**Stark shifts of F⁶⁺: when the printed polarisability can be used as it stands**

Before a DC Stark shift is assigned to a level of lithium-like fluorine, one has to decide whether to take the calculated polarisability as printed or to rescale it with a better level spacing. For 2s, 2p and 3d the printed values are insensitive to errors of a few meV in the energies. For 4f they move by about 3 % per meV of a single interval, and that interval has to be secured first. The reason is that the largest term in every scalar value is the coupling to one level of the same principal quantum number $n$, and the distance to that level shrinks from 14 eV to 0.03 eV down the table.

Static dipole polarisabilities of the lowest state of each symmetry in F⁶⁺, one electron outside a frozen 1s² core. B-spline many-body code 1, no-pair Dirac–Coulomb: Dirac–Hartree–Fock, then Brueckner orbitals from a second-order or RPA-screened correlation potential, with static core-polarisation RPA; finite nucleus of rms radius 2.8976 fm.

| polarised | scalar (bohr³) | tensor (bohr³) |
| --- | --- | --- |
| 2s1/2 | 0.6783 | n/a |
| 2p1/2 | -0.1504 | n/a |
| 2p3/2 | -0.1483 | 0.2073 |
| 3d3/2 | -10.89 | 7.931 |
| 3d5/2 | -11.10 | 11.67 |
| 4f5/2 | -1262 | 1056 |
| 4f7/2 | -1346 | 1349 |

The column "polarised" names the state $nl_j$ of the valence electron. "Scalar" is $\alpha_0$ and "tensor" is $\alpha_2$, both from Dirac–Coulomb Brueckner orbitals. A sublevel with projection $M$ along a static field $F$ shifts by $-\tfrac12\alpha(M)F^2$, with

$$\alpha(M)=\alpha_0+\alpha_2\,\frac{3M^2-j(j+1)}{j(2j-1)} .$$

A state with $j=1/2$ has a single value of $|M|$ and hence no tensor part. Only 2s is the ground state. The rows change $n$ together with $l$, and 2p, 3d and 4f all have $l=n-1$, the highest $l$ of their shell.

**Why the sign turns negative**

Second-order perturbation theory gives

$$\alpha_0=\frac{2}{3(2j+1)}\sum_k\frac{|\langle k\|D\|v\rangle|^2}{E_k-E_v},$$

where $v$ is the state, $k$ runs over the states that the dipole operator $D$ connects to it, and $E$ are energies. Levels repel in a field. A level above pushes $v$ down and counts positively, a level below pushes it up and counts negatively. A negative value for an excited state is therefore no instability.

Outside the 1s² core the electron sees the charge $\zeta=9-2=7$. In a pure Coulomb field, and apart from fine structure, all $l$ of one shell are degenerate. The core lifts this degeneracy, because a low-$l$ orbital penetrates the 1s shell, feels more of the nuclear charge and is bound more tightly. The energies of the same calculation show it: 2s is bound 11 % more strongly than a hydrogenic level of charge 7, 2p3/2 by 2.7 %, 3p3/2 by 1.8 % and 3d5/2 by 0.08 %. Within a shell the energy rises with $l$. A state with $l=n-1$ thus has its same-$n$ dipole partner, $l-1$, below it and none above. For 2s the partner, 2p, lies above.

The 2s and 2p rows are two views of one coupling. Summed over fine structure, the angular factor is $\tfrac23\,l_>/(2l+1)$, with $l_>$ the larger of the two orbital momenta. It is $2/3$ for 2s and $2/9$ for 2p, so 2p receives one third of the 2s term with the opposite sign: the upward push is shared among three orbital components, of which only the one along the field couples.

**A two-part model**

The sum is split into a near part and a far part, which add. The near part is the same-$n$ partner, with the hydrogenic radial dipole

$$R^2=\langle n,l|r|n,l-1\rangle^2=\frac94\,\frac{n^2(n^2-l^2)}{\zeta^2}$$

and with the gap taken from the calculated levels. The far part is the sum over all other hydrogenic states, continuum included, evaluated exactly; it scales as $\zeta^{-4}$. Since the gaps come from the same calculation, agreement tests the hydrogenic dipoles and the dominance of one term. It does not test the gaps.

For 3d5/2 nothing is fitted. The only same-$n$ partner is 3p3/2, and $R^2=\tfrac94\cdot9\cdot5/49=2.066$ bohr². The angular factor is $\tfrac23\cdot\tfrac25=4/15$, so the numerator is 0.551 bohr². The calculated levels lie at 111.042 and 109.771 eV, a gap of 1.271 eV or $1.271/27.211=0.04671$ hartree. The near part is $-0.551/0.04671=-11.80$ bohr³, the far part is $+0.78$ bohr³, and the sum is $-11.02$ bohr³ against $-11.10$ in the table, too small in magnitude by 0.7 % of the table value.

Orbital size alone, which is what the far part measures, is positive in every row and has the wrong sign for all the excited states. It cancels about 30 % of the near part for 2p, under 7 % for 3d and 0.3 % for 4f.

**Why the magnitude grows so fast**

From 3d5/2 to 4f7/2 the scalar value grows by a factor of 121. In the model the numerator grows by 2.7 and the gap shrinks by 43, which gives 114 for the near part; the remainder comes from the far part, which cancels more in 3d than in 4f. The jump is a near-degeneracy and owes little to size. From 2p3/2 to 3d5/2 the two factors are 4.5 and 11. Their product, 50, falls short of the tabulated 75, because the far part cancels so much of the 2p value and because the model overestimates 2p.

The collapse of the gap is standard physics. The radial function starts as $r^{l+1}$, so each unit of $l$ removes most of the remaining overlap with the compact 1s shell, and penetration and exchange fall steeply. What survives at the highest $l$, f and g here, is the long-range attraction $-\alpha_c/2r^4$ to the dipole induced in the core. The core polarisability $\alpha_c$ is 0.0016 bohr³. As a direct term it is about 1 % of the 2p values and less in the other rows, so it does not matter for the trend whether it is counted in. Through the gap it matters: a point-dipole estimate puts its share of the 4d–4f interval at the order of 10 meV, less than half of the interval. The point-dipole form ignores the cut-off inside the core and errs on the high side, so the larger part of the gap is still the penetration and exchange of 4d. The method is known to be weaker for cores with a soft outer s² shell, which has little force for a 1s² pair this tight.

**The 4f rows and their 7 % difference**

Let $G=E(4f_{5/2})-E(4d_{5/2})$. It was fitted by least squares to the relative errors of the four 4f entries, with the calculated doublet splittings held fixed (4.53 meV for 4d, 2.27 meV for 4f). The result is $G=27.37$ meV, and all four entries are then met within 0.13 %, about three times the rounding of the table. An estimate that uses no polarisability entry of the table supports this value: the calculated 4d5/2 binding energy minus a hydrogenic 4f5/2 energy with fine-structure and core-polarisation terms gives $26.6\pm1.0$ meV. The uncertainty is the rounding of the energies, and an infinitely heavy nucleus is assumed; if the printed levels contain nuclear recoil, the estimate rises by about 1 meV. With this unfitted gap the 4f values are 2.4 to 2.5 % too large in magnitude, inside what 1 meV allows.

The two 4f scalars differ by 7 %, those of 2p and 3d by 1 to 2 %. Fine structure accounts for this. 4f7/2 couples to 4d5/2 across $G+2.27=29.64$ meV. 4f5/2 puts 14/15 of its strength on 4d3/2, across $G+4.53=31.90$ meV, and 1/15 on 4d5/2, across $G$. The lower-$l$ doublet is the wider one, so the $j=l-\tfrac12$ state is on balance farther from its partner and less polarisable. The model ratio is 1.065 against 1.067 in the table, and it is exactly 1 when the doublets are switched off. The same ordering holds for 3d, where the doublets are a much smaller fraction of the gap. For 2p it reverses: 2s is a single level, 2p3/2 lies farther above it than 2p1/2, and its value is the smaller in magnitude.

**Why the tensor part nearly cancels the scalar part in 3d5/2 and 4f7/2**

At $|M|=j$ the polarisability is $\alpha_0+\alpha_2$. A field along the axis conserves $M$, and a level with angular momentum $j-1$ has no sublevel with $|M|=j$. For $j=l+\tfrac12$ the only same-$n$ partner has $j-1$, so the near part vanishes identically in the stretched state. What remains is the positive polarisability of a circular orbit, $n^4(n+1)(4n+5)/4\zeta^4$, which contains no gap and no fitted quantity. It gives 0.574 bohr³ for 3d5/2 against 0.57 from the table. For 4f7/2 it gives 2.80 bohr³; the table allows only $3\pm1$, and the same calculation carried to more digits gives 2.79. That is 0.2 % of the scalar value. For 2p3/2 the near part vanishes as well, but the far part is not small there, and the stretched value of 0.059 bohr³ is 40 % of the scalar in magnitude. The shift is concentrated in the low-$|M|$ sublevels: for 4f7/2 at $|M|=1/2$ the tensor factor is $-15/21$ and $\alpha=-1346-964=-2310$ bohr³.

For $j=l-\tfrac12$ the cancellation is incomplete, because the weak partner with the same $j$ still couples at $|M|=j$. It contributes to $\alpha_2/\alpha_0$ with $+(2j-1)/(j+1)$ in place of $-1$. For 4f5/2 with equal gaps the near part gives $-\tfrac{14}{15}+\tfrac1{15}\cdot\tfrac87=-0.857$. The table has $-0.837$, which the model reproduces once the weak partner is given its shorter gap.

**Where the model fails**

For $n=2$ it is too large in magnitude by 10 to 13 % of the table value, worst for 2s. The stretched 2p3/2 value, which involves only d states, is overestimated by 10 % as well (0.065 against 0.059 bohr³), so near and far parts are both too large. The energies explain up to about half of the far misfit: the 2p–3d excitation is 5/9 of the 2p binding energy, so an extra binding of 2.7 % widens it by about $2.7\times9/5\approx5$ %. The rest, and the near misfit, are plausibly due to contraction of the penetrating orbitals, which shortens their dipoles. The binding energies point that way, but this step is argued and not shown.

For 3d the misfit is under 1 % and has the opposite sign. Since the stretched value agrees within rounding, it appears to sit in the coupling to p states, where same-$n$ and other-$n$ terms enter scalar and tensor in the same proportion and cannot be separated for 3d5/2.

One irregularity of the calculated energies touches the small $j$ differences. Going from DHF to the correlated level, the 2p doublet falls from 1085 to 974 cm⁻¹ and the 3p doublet from 320 to 287 cm⁻¹, while 4p rises by 1 %. The Brueckner step raises the 2p1/2 hyperfine constant slightly, which signals a contraction and would widen the doublet, so correlation is an unlikely cause. The pattern points to a different treatment of the lowest levels: the two lowest p doublets fall by the same 10 %, 3d and 4d fall by up to 1 %, and the higher p and d doublets rise slightly. A spin–other-orbit (Breit) term added to the two lowest levels of each symmetry would do this, since it scales all p doublets by nearly one factor and acts only weakly on d. The stated method does not list such a term, so the assignment is inferred. The 33 cm⁻¹ for 3p is 4 meV, or 0.3 % of the 3p–3d gap. This is the size and direction of the misfit in the 3d ratio, 1.019 in the table and 1.016 in the model. The 2p ratio also lies farther from 1 in the table than in the model, 0.9860 against 0.9876: the 112 cm⁻¹ are 0.1 % of the 2s–2p gap, and the near part is about one and a half times the total. Both misfits are what follows if the polarisabilities were built on the wider Dirac–Coulomb doublets and the printed levels were not. This is supported but not proven, because relativistic changes of the radial dipoles, of order $(\zeta/137)^2$, could be of similar size. The main trend is unaffected.

**Neighbouring cases**

The model predicts that 5g is negative and much larger again, with a gap so small that the 5f and 5g doublets weigh more in it and the two $j$ values differ by more than in 4f. A state in the middle of a shell behaves differently: 3p has 3s about 3.8 eV below and 3d about 1.3 eV above, and the closer, upper partner should make it positive. Along the lithium-like ions the 2s–2p gap grows roughly as the charge while $R^2$ falls as its square, so the near part of 2s falls roughly as $\zeta^{-3}$, until fine structure takes over the 2p3/2 gap.

**What to do**

The calculated 2s removal energy, 185.179 eV, lies 8 meV below the measured value listed with it. An error of that size is under 0.1 % of the 2s–2p gap and 0.6 % of the 3p–3d gap. It belongs to 2s and says nothing direct about 4d or 4f, but it shows why a measured level must not be subtracted from a calculated one to obtain an interval of 30 meV. Half a unit in the fourth digit of the 4f entries corresponds to about 0.01 meV in $G$. Breit and QED terms lie outside the stated Hamiltonian, and the choice between the second-order and the screened potential acts on the core-polarisation share of $G$, so two digits are the most to rely on without an independent interval.

The small gap also limits the concept itself. With a dipole of about 2 bohr and a gap of $10^{-3}$ hartree, the 4f shift stops being quadratic at fields of the order of $10^6$ V/cm. The gap is also comparable with room-temperature thermal energy, roughly 26 meV, so the static value does not describe a black-body shift, and far above that frequency the near part dies away. For 4f in a weak static field, subtract the far part, multiply the remainder by the ratio of the gap implied by the polarisabilities (the fitted gaps above) to the measured gap, partner by partner, and add the far part back; in the stretched sublevel of 4f7/2 use the circular-state value, which needs no gap.
